## Expansion, polar distortion and the electronic dielectric constants of BaTiO₃

Barium titanate in its tetragonal form has one polar axis, called z, and two equivalent directions across it. An electric field pulls its electrons aside, and how far they yield depends on the direction of the field. The table follows this response as the cell is compressed and stretched. One volume, 11.845 Å³/atom, has no results yet, and the question is what its two dielectric constants should be, and why.

Tetragonal BaTiO₃ (space group P4mm, five atoms per cell), computed with Ansatz 0.2.0 using the r2SCAN functional, PAW potentials, a plane-wave cutoff of 500 eV and a 6×6×6 k mesh, without spin polarisation or spin–orbit coupling. The ions were relaxed in each cell, then held fixed for the dielectric constants.

| volume (Å³/atom) | c/a | shortest distance (Å) | electronic dielectric xx | electronic dielectric zz |
| --- | --- | --- | --- | --- |
| 11.482 | 1.0355 | 1.895 | 5.937 | 5.649 |
| 11.845 | 1.0355 | 1.872 | ? | ? |
| 12.215 | 1.0355 | 1.853 | 5.821 | 5.301 |
| 12.593 | 1.0355 | 1.837 | 5.755 | 5.136 |
| 12.978 | 1.0352 | 1.822 | 5.692 | 4.987 |
| 13.371 | 1.0355 | 1.808 | 5.629 | 4.847 |
| 13.773 | 1.0355 | 1.795 | 5.571 | 4.722 |
| 14.182 | 1.0355 | 1.783 | 5.516 | 4.608 |
| 14.599 | 1.0355 | 1.772 | 5.463 | 4.504 |

The columns "electronic dielectric xx" and "electronic dielectric zz" hold the constants for a field across the polar axis and along it; the second direction across the axis equals xx by symmetry. In each cell the atoms first settled into their preferred positions and were then held still while the field acted. The constants therefore describe electrons alone. They set the refractive index, which matters for optical modulators, whereas the much larger constant that a capacitor uses comes mostly from moving ions.

### What expansion does to any insulator

A dielectric constant of one means no response at all, so the part to explain is the constant less one, the susceptibility. It measures the induced dipole per unit of volume. If a given average field in the crystal went on inducing the same dipole in every cell while the cells grew, these dipoles would be spread over more space and the susceptibility would fall in inverse proportion to the volume.

Between the smallest and the largest cell this dilution alone would give a factor of $11.482/14.599 = 0.79$, a loss of 21%. The xx susceptibility loses only 10%, the zz susceptibility 25%. One direction thus does better than dilution and the other does worse.

Multiplying the susceptibility by the volume per atom takes the dilution out and leaves a measure of the dipole per atom that a given average field induces, here called the polarisability per atom. From end to end of the table it rises by 15% for xx and falls by 4% for zz. The crystal's atoms, taken together, become easier to polarise across the axis and slightly harder to polarise along it. This describes atoms in their surroundings, not each atom alone, because every dipole also feels the fields of its neighbours.

The rise for xx is what general physics suggests. The outer electrons of an oxide ion are held in place partly by the surrounding cations and by the crowding of neighbouring ions. As the neighbours draw back, these electrons become looser and follow a field more readily. The table shows the rise itself; this reason for it is argued, not computed.

### Why the polar axis is different

The column "shortest distance" holds the clue, because it runs the wrong way for an expanding crystal. The cell grows, yet the shortest contact shrinks from 1.895 to 1.772 Å. In every row this contact is shorter than half the edge across the axis, so it must be a Ti–O bond along the polar axis.

Titanium sits in a cage of six oxygen ions. In a tight cage, repulsion from all sides holds it near the middle. In a roomy cage it gains by moving towards one oxygen and forming a short, strong bond, while the bond on the opposite side becomes long. In this table the long bond stretches from about 2.05 to 2.51 Å.

A convenient measure is the off-centring: the distance of titanium from the midpoint between its two oxygen neighbours on the axis. It equals half the cell edge $c$ less the short bond. It grows from 0.08 Å in the smallest cell to 0.37 Å in the largest. The series is therefore a path along which volume and polar distortion change together.

Along the axis, titanium and oxygen form a chain. A field along the chain pushes electrons from filled oxygen orbitals towards empty titanium d orbitals, through the bonds on either side. When the two bonds are nearly equal, charge can pass along the chain easily. When they alternate between short and long, the long bond has little orbital overlap and lets little charge through, while the electrons in the short bond are bound more firmly. Both effects should weaken the response along z; like the loosening of the electrons, this is argued, not computed.

Across the axis no such alternation arises. Symmetry keeps the two Ti–O bonds on opposite sides of titanium equal in length, however far it moves along z. In this picture the chains across the axis bend but keep even bonds, and they gain from the looser electrons, while the chain along the axis has a similar gain but loses it again to the alternation.

A change in the shape of the cell cannot be the source of the growing difference. All edges were scaled alike, so the ratio $c/a$ stays at 1.0355, apart from a negligible departure to 1.0352 in the unstrained cell. Yet the difference between xx and zz grows from 0.29 to 0.96. A crystal under real pressure would be free to change its shape as well.

The Born charges of titanium point the same way. A Born charge tells how much polarisation appears when an ion is displaced, and it is large where charge flows easily along bonds. Between 12.978 and 14.182 Å³/atom, the two known rows for which it is available, it falls by 12% along the axis but by only 4% across it. Two volumes make no trend, but the contrast is what a hindered chain should give.

The band gap would be a poor guide here. A smaller gap usually goes with a larger dielectric constant, but from the smallest to the largest cell the computed gap shrinks by about 0.36 eV while both constants fall. The band energies of the strained cells are less tightly converged than the rest, so this figure is only a rough guide. This gap is also indirect: its two edges lie at different wave vectors, while a uniform field mixes only states with the same one. The smallest direct gap widens from the smallest cell to the unstrained one and then narrows again, so it does not track the constants either. Any gap is one energy, whereas the dielectric constant collects the response of all the filled states.

### From the picture to a number

For xx, a power of the volume combines dilution with the growing polarisability. With $V$ the volume per atom in Å³ and $\chi_{xx}$ the constant less one, a least-squares fit to the eight known rows gives

$$\chi_{xx} = 4.691\left(\frac{12.978}{V}\right)^{0.4254}.$$

An exponent of one would mean pure dilution. The fitted exponent is less than half of that, since the growing polarisability per atom makes up for much of the thinning.

For zz, this expression is multiplied by a factor that falls with the off-centring $u$. Reversing the whole polar distortion must leave the constant unchanged, so only even powers of $u$ may enter. The factor should also level off, because only the part of the response that runs through the chain can be lost. The particular levelling form is an assumption. Fitted to the same eight rows, with $u$ in Å, it gives

$$\chi_{zz} = \chi_{xx}\left[0.9594 - 0.2897\,\frac{u^2}{u^2+0.30^2}\right].$$

The three numbers in the bracket lean on one another, and none should be read as a property of a bond. Over the known rows the typical misfit is 0.004 for xx and 0.002 for zz, well below the numerical error of about 0.02 stated for the constants themselves.

The row at 11.845 Å³/atom took no part in either fit. For xx, the volume ratio is $12.978/11.845 = 1.0957$, and raised to the power 0.4254 it becomes 1.040. The susceptibility is then $4.691 \times 1.040 = 4.88$. Without rounding on the way, the forecast for the dielectric constant is 5.877.

For zz the off-centring comes first. The cell holds five atoms, so its edge along the axis follows from $c^3 = 5V(c/a)^2$, which gives $c = 3.990$ Å. Half of this less the short bond is

$$u = 1.995 - 1.872 = 0.123\ \text{Å}.$$

The fraction in the bracket is then $0.0151/(0.0151+0.0900) = 0.144$, and the bracket itself is $0.9594 - 0.2897 \times 0.144 = 0.918$. Multiplied by the xx susceptibility of 4.877, it gives 4.48. Adding one and keeping the digits gives a forecast of 5.476.

Both constants should thus lie between those of their neighbours. The range for xx is 5.86 to 5.90, which reflects the numerical error. The range for zz is 5.45 to 5.51, somewhat wider because this constant changes faster with volume.

### The computed values

The withheld rows as computed:

| volume (Å³/atom) | c/a | shortest distance (Å) | electronic dielectric xx | electronic dielectric zz |
| --- | --- | --- | --- | --- |
| 11.845 | 1.0355 | 1.872 | 5.883 | 5.475 |

The calculation gives 5.883 for xx and 5.475 for zz. Both lie well inside their ranges: the forecast is 0.006 too low for xx and 0.001 too high for zz. The ranges were generous, since neighbouring cells evidently follow a smoother course than the stated error of each single value would suggest.

The small miss for xx has a visible pattern. The power law is also too low, by 0.007, at the next larger volume, so the computed constant falls more gently at the compressed end than the formula has it. This departure is smaller than the stated numerical error, and no physical cause is sought for it here. The zz forecast inherits the xx miss and still comes out closer, because its bracket is slightly too large and makes up for it.

How much does this success say about the mechanism? A straight line between the two neighbours is a hard test of that. The missing volume lies a fraction $0.363/0.733 = 0.495$ of the way between them, which gives $5.937 - 0.495 \times 0.116 = 5.880$ for xx and $5.649 - 0.495 \times 0.348 = 5.477$ for zz. The line does as well as the physical model, so over so short a gap a good forecast shows that the trend is smooth, not why it exists.

A curve in volume alone, with three fitted numbers like the bracket of the zz model, also follows the known rows equally well and gives 5.470 for zz. The fits therefore cannot tell volume from off-centring. A calculation that expands the cell while keeping the atoms at fixed fractions of its edges could do so, and the table has none. The hindered chain is supported, though not proved, by the contrast between the two directions and by the Born charges. The revealed cell adds a third set of these: from 11.845 to 12.978 Å³/atom the charge of titanium falls by 13% along the axis and by 4% across it, the same contrast again.

The difference between the directions also matters for light passing through the crystal. Well below the absorption edge, the refractive index is close to the square root of the electronic constant, so in the smallest cell the two indices differ by $\sqrt{5.937}-\sqrt{5.649} = 0.06$, and in the largest by $\sqrt{5.463}-\sqrt{4.504} = 0.215$. The double refraction of the crystal thus goes with its polar distortion. The sizes need caution: the computed unstrained cell is more elongated than the real one, and its polar distortion is probably exaggerated too. The functional r2SCAN also makes the band gap too small, which tends to make the constants too large.

To judge a similar crystal, it helps to ask two things about each direction: how much the electrons loosen as the cell grows, and whether the bonds along the field stay equal. In this series the constant falls more slowly than dilution would have it where the bonds stay equal, and that advantage is lost where they split into short and long. Whether another crystal does the same has to be computed.
